# Ewald force on a point ion: polar shifts in BaTiO$_3$ and related cubic oxides

## Statement

Point charges $Z_Ie$ sit at $\boldsymbol\tau_I+\mathbf L$ in a neutral cell of volume $\Omega$, with lattice vectors $\mathbf L$ and reciprocal vectors $\mathbf G$. Gaussian units are used, $e^2=14.40$ eV Å. Moving $\boldsymbol\tau_I$ moves all images of ion $I$, and the macroscopic field is held at zero. The force on ion $I$ is

$$\mathbf F_I=\frac{4\pi Z_Ie^2}{\Omega}\sum_{\mathbf G\neq0}\frac{\mathbf G}{G^2}e^{-G^2/4\eta^2}\sum_JZ_J\sin[\mathbf G\cdot(\boldsymbol\tau_I-\boldsymbol\tau_J)]+Z_Ie^2{\sum_{J,\mathbf L}}'Z_J\left[\frac{\mathrm{erfc}(\eta r)}{r}+\frac{2\eta}{\sqrt\pi}e^{-\eta^2r^2}\right]\frac{\mathbf r}{r^2},$$

with $\mathbf r=\boldsymbol\tau_I-\boldsymbol\tau_J-\mathbf L$; the prime drops $\mathbf r=0$.

1. $\mathbf F_I$ does not depend on the splitting parameter $\eta$.
2. $\sum_I\mathbf F_I=0$.
3. If ion $I$ leaves a site of $O_h$ symmetry by $u$ along [001], all other sublattices fixed,
$$F_I=ku\left[1+\beta\,(u/a)^2+\dots\right],\qquad k=\frac{4\pi Z_I^2e^2}{3\Omega},$$
where $a$ is the cube edge and $\Omega$ the primitive volume. The force points away from the site. The constant $k$ ignores how the other charges are arranged, while $\beta$ depends on it.

## Comparison

For BaTiO$_3$ the compiled tetragonal constants $a=3.994$ Å and $c=4.034$ Å (300 K, Wikipedia) define an assumed cubic cell of equal volume, with edge $(a^2c)^{1/3}=4.007$ Å. The other edges are typical values taken as inputs: pseudocubic for LaAlO$_3$, the cubic fluorite form for HfO$_2$. Charges are formal, O is $-2$, and $u=0.1$ Å. All results are the point-ion model's.

| crystal, ion | $Z_I$ | $a$ (Å) | $\Omega$ (Å$^3$) | $k$ (eV/Å$^2$) | $\beta$ | $\beta(u/a)^2$ (%) | $F_I$ (eV/Å) |
|---|---|---|---|---|---|---|---|
| LaAlO$_3$, Al | 3 | 3.79 | 54.4 | 10.0 | 78.0 | 5.4 | 1.05 |
| MgO, Mg | 2 | 4.21 | 18.7 | 12.9 | 25.5 | 1.4 | 1.31 |
| BaTiO$_3$, Ti | 4 | 4.007 | 64.3 | 15.0 | 57.0 | 3.6 | 1.55 |
| SrTiO$_3$, Ti | 4 | 3.905 | 59.5 | 16.2 | 57.0 | 3.7 | 1.68 |
| KTaO$_3$, Ta | 5 | 3.99 | 63.5 | 23.7 | 44.4 | 2.8 | 2.44 |
| HfO$_2$, Hf | 4 | 5.08 | 32.8 | 29.4 | −23.7 | −0.9 | 2.92 |

The order of the rows is that of $Z_I^2/\Omega$. Among the perovskites the volumes are similar and $Z_I^2=9,16,25$ decides. MgO offsets its small charge by a small cell, and HfO$_2$ has the Ti charge in about half the perovskite volume. The sign of $\beta$ follows the coordination: positive for six anions on the axes, negative for eight on the diagonals.

## Proof of the force formula

Split $1/r=\mathrm{erfc}(\eta r)/r+\mathrm{erf}(\eta r)/r$, the method of Ewald (1921). The smooth part has Fourier transform $4\pi e^{-G^2/4\eta^2}/G^2$. A lattice of unit charges with a uniform compensating background then has the potential

$$\phi(\mathbf x)=\sum_{\mathbf L}\frac{\mathrm{erfc}(\eta|\mathbf x-\mathbf L|)}{|\mathbf x-\mathbf L|}+\frac{4\pi}{\Omega}\sum_{\mathbf G\neq0}\frac{e^{-G^2/4\eta^2}}{G^2}\cos(\mathbf G\cdot\mathbf x)-\frac{\pi}{\eta^2\Omega}.$$

The backgrounds cancel in a neutral cell. The energy per cell is $\tfrac12e^2\sum_{I\neq J}Z_IZ_J\,\phi(\boldsymbol\tau_I-\boldsymbol\tau_J)$ plus $I=J$ terms that do not depend on positions. Each pair appears twice and $\phi$ is even, so

$$\mathbf F_I=-Z_Ie^2\sum_{J\neq I}Z_J\,\nabla\phi(\boldsymbol\tau_I-\boldsymbol\tau_J).$$

Inserting $-\nabla\cos(\mathbf G\cdot\mathbf x)=\mathbf G\sin(\mathbf G\cdot\mathbf x)$ and $-\frac{d}{dr}\frac{\mathrm{erfc}(\eta r)}{r}=\frac1r\left[\frac{\mathrm{erfc}(\eta r)}{r}+\frac{2\eta}{\sqrt\pi}e^{-\eta^2r^2}\right]$ gives the statement. The $J=I$ terms may be kept, because the sine vanishes and $\mathbf L$ cancels $-\mathbf L$.

**Independence of $\eta$.** Differentiating term by term,

$$\frac{\partial\phi}{\partial\eta}=-\frac{2}{\sqrt\pi}\sum_{\mathbf L}e^{-\eta^2|\mathbf x-\mathbf L|^2}+\frac{2\pi}{\eta^3\Omega}\sum_{\mathbf G}e^{-G^2/4\eta^2}\cos(\mathbf G\cdot\mathbf x),$$

where the constant in $\phi$ has supplied the $\mathbf G=0$ term. Poisson summation gives $\sum_{\mathbf L}e^{-\eta^2|\mathbf x-\mathbf L|^2}=\frac{\pi^{3/2}}{\eta^3\Omega}\sum_{\mathbf G}e^{-G^2/4\eta^2}\cos(\mathbf G\cdot\mathbf x)$, so the derivative is zero for every $\mathbf x$.

**Zero total force.** $\nabla\phi$ is odd, so the pair terms $IJ$ and $JI$ cancel.

## Proof of the expansion

Away from lattice points only the background is a source, $\nabla^2\phi=4\pi/\Omega$. Neutrality gives $\sum_{J\neq I}Z_J=-Z_I$, so $\Phi=\sum_{J\ne I}Z_J\phi$ has Laplacian $-4\pi Z_I/\Omega$. At a cubic site its three second derivatives are equal, $\Phi_{zz}=-4\pi Z_I/3\Omega$, and $F_I=-Z_Ie^2\Phi_{zz}u=ku$. This is the Lorentz field $4\pi P/3$ of the polarisation $P=Z_Ieu/\Omega$ acting on $Z_Ie$.

For $\beta$ all three structures are built from simple cubic lattices. Set $a=1$, let $\eta\to\infty$ and sum over $G_z$ in closed form. With $\mathbf g=2\pi(m,n)$, $\boldsymbol\rho=(x,y)$ and $0<z<1$,

$$\phi=2\pi\left(z-\tfrac12\right)^2+\sum_{\mathbf g\neq0}\frac{2\pi}{g}\cos(\mathbf g\cdot\boldsymbol\rho)\,\frac{\cosh[g(z-\frac12)]}{\sinh(g/2)}+\text{const}.$$

At an inversion centre $\partial_z\phi=Tu+Qu^3/6+\dots$ with $T=\phi_{zz}$ and $Q=\phi_{zzzz}$. Three points matter: apical $(0,0,\frac12)$, equatorial $(\frac12,0,0)$ and body centre $(\frac12,\frac12,\frac12)$. With $s=\sqrt{m^2+n^2}\neq0$,

$$T_{ap}=4\pi+4\pi^2\sum\frac{s}{\sinh\pi s}=34.27,\qquad T_{eq}=\frac{4\pi-T_{ap}}{2}=-10.85,\qquad T_{bc}=\frac{4\pi}{3}=4.189,$$

$$Q_{ap}=16\pi^4\sum\frac{s^3}{\sinh\pi s}=1519.1,\quad Q_{eq}=16\pi^4\sum\frac{n^4}{s\sinh\pi s}=598.9,\quad Q_{bc}=16\pi^4\sum\frac{(-1)^{m+n}s^3}{\sinh\pi s}=-149.2 .$$

$T_{eq}$ follows from the Laplacian at the point $(\frac12,0,0)$, and $Q_{eq}$ from the same series with $x$ as the plane normal. Let $Q_{oct}=Q_{ap}+2Q_{eq}=2716.9$. Since $\beta=\sum_JZ_JQ_J/(6\sum_JZ_JT_J)$:

- Perovskite $AB$O$_3$, $B$ ion: three O lattices and one $A$ lattice at the body centre give $\beta=(2Q_{oct}-Z_AQ_{bc})/(8\pi Z_B)$ with $Z_A=6-Z_B$.
- Rocksalt: the fcc anion lattice is four simple cubic lattices, one apical, two equatorial and one body-centred, so $\beta=(Q_{oct}+Q_{bc})/(32\pi)$ and $\Omega=a^3/4$.
- Fluorite: the anions form a simple cubic lattice of edge $a/2$ with the cation at its body centre. Then $T$ scales by $2^3$ and $Q$ by $2^5$, so $\beta=Q_{bc}/(2\pi)$ and $\Omega=a^3/4$.

In the perovskites the numerator is dominated by the oxygen octahedron and changes little, so $\beta$ falls roughly as $1/Z_B$. The quartic part of $\Phi$ is harmonic and cubic, hence proportional to $x^4+y^4+z^4-\frac35r^4$. Along [111] this makes the coefficient $-2\beta/3$: point ions in octahedral sites are pushed hardest along [001].

## Reaction forces in BaTiO$_3$

Ion $J$ feels $F_J=Z_JZ_{\rm Ti}e^2T_Ju/a^3$ to first order in the Ti shift. For $u=0.1$ Å along $+z$ the forces in eV/Å are Ba $+0.750$, apical O $-6.136$ and each equatorial O $+1.943$. With $+1.500$ on Ti they add to zero. The modest force on Ti is thus a residue of larger pair terms. The apical factor exceeds the Lorentz value by $T_{ap}-4\pi/3=30.08$, which is the local-field enhancement along Ti–O chains that Slater (1950) invoked. It favours patterns in which the apical oxygen moves against Ti.

## Terms that rival the Ewald force

**Electrical boundary condition.** Dropping $\mathbf G=0$ means zero macroscopic field. In an unshorted slab polarised along its normal the field $-4\pi P$ adds $-4\pi Z_I^2e^2u/\Omega=-3ku$, and the slope becomes $-2k$. For Ti, $3k=45.0$ eV/Å$^2$. Electrons modify this term. With Born charge $Z^*$ and $P=Z^*eu/\Omega+(\varepsilon_\infty-1)E/4\pi$, the condition $E=-4\pi P$ gives $E=-4\pi Z^*eu/(\varepsilon_\infty\Omega)$, so $Z^2$ is replaced by $Z^{*2}/\varepsilon_\infty$. Taking the compiled mean $\varepsilon_\infty=5.75$ of the tetragonal phase (He, 2017) and a typical $Z^*\approx7$ for Ti as inputs gives 8.5 in place of 16, or 24 eV/Å$^2$.

**Short-range repulsion.** In rocksalt let each of the six bonds of length $d=a/2$ carry $V\propto e^{-r/\rho}$. Equilibrium of $-\alpha Z^2e^2/r+6V$ at $r=d$ fixes $V'=-\alpha Z^2e^2/6d^2$, with Madelung constant $\alpha=1.748$, and $V''=-V'/\rho$. Two axial and four transverse bonds give the restoring constant

$$k_{\rm rep}=2V''+\frac{4V'}{d}=\frac{\alpha Z^2e^2}{3d^3}\left(\frac d\rho-2\right),\qquad\frac{k_{\rm rep}}{k}=\frac{\alpha}{2\pi}\left(\frac d\rho-2\right),$$

since $\Omega=2d^3$. For MgO with a typical $\rho=0.30$ Å the ratio is 1.4 and $k_{\rm rep}=18$ eV/Å$^2$. The net force in this model is restoring, opposite in sign to the table entry.

The table therefore ranks the destabilising Coulomb part, not the tendency to become polar. SrTiO$_3$ has $k$ larger by 8% than BaTiO$_3$, yet only the latter is polar at room temperature. At fixed amplitude a repulsion $e^{-r/\rho}$ falls with expansion much faster than $k\propto a^{-3}$, so the larger cell shifts the balance toward off-centring. For BaTiO$_3$ the point-ion model gains $ku^2/2=0.075$ eV at 0.1 Å and has no minimum. The polar double well, in which the oxygens also move, is typically of order 0.02 eV deep per cell at a Ti offset of about that size, so the model overshoots by several times.